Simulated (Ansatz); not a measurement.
Al2Si2H6 (SMILES [SiH3][Al]1[AlH][SiH2]1): the vertical ionisation energy, rung by rung

Al2Si2H6 has 10 atoms, charge 0, and is taken as a singlet. SMILES: `[SiH3][Al]1[AlH][SiH2]1`. Geometry: relaxed at PBE0-D4/def2-TZVP.

Quantity: the vertical ionisation energy (to the doublet cation), in eV. The values are calculated.

```tsv
level	kind	program	value (eV)	less CCSD(T)/def2-SVP	CPU time (all runs)
HF/def2-SVP	Hartree–Fock	Ansatz	6.83	-0.90	18 s
SVWN5/def2-SVP	LDA	Ansatz	7.92	+0.19	26 s
PBE/def2-SVP	GGA	Ansatz	7.80	+0.07	51 s
r2SCAN/def2-SVP	meta-GGA	Ansatz	7.87	+0.14	2.2 min
B3LYP/def2-SVP	global hybrid	Ansatz	7.80	+0.07	71 s
wB97M-V/def2-SVP	range-separated hybrid	Ansatz	7.84	+0.11	7.8 min
MP2/def2-SVP	perturbation theory	Ansatz	7.76	+0.03	17 s
CCSD(T)/def2-SVP	coupled cluster or CI	Ansatz	7.73	0.00	1.9 min
```

CCSD(T)/def2-SVP is the highest level here, not the true value. The values span 6.83 to 7.92 eV. Times are those of the runs behind each value, whatever else they computed, on shared processors of several kinds: orders of magnitude only.

Electron correlation decides this ionisation energy. Hartree–Fock gives 6.83 eV, 0.90 eV below CCSD(T), while every method that includes correlation lies within 0.19 eV of it. Ionisation breaks up an electron pair, so the neutral molecule loses correlation energy that Hartree–Fock never counted, and the cation comes out too low in relative energy. MP2 already recovers the whole shift, overshooting it by just 0.03 eV, which suggests that ordinary dynamic pair correlation dominates, although some cancellation of higher-order terms is possible.

The electron probably leaves a σ orbital of the strained Al–Al–Si ring, where electropositive aluminium and bent bonds hold it less tightly than in a Si–H bond. PBE and B3LYP agree at 7.80 eV, so the ionisation energy gives little reason to prefer one over the other. The density functionals all lie slightly above CCSD(T), but this doesn't establish a true overestimate: correlated wavefunction methods converge more slowly with basis size, and a larger basis would probably raise the coupled-cluster value and could change the ranking.
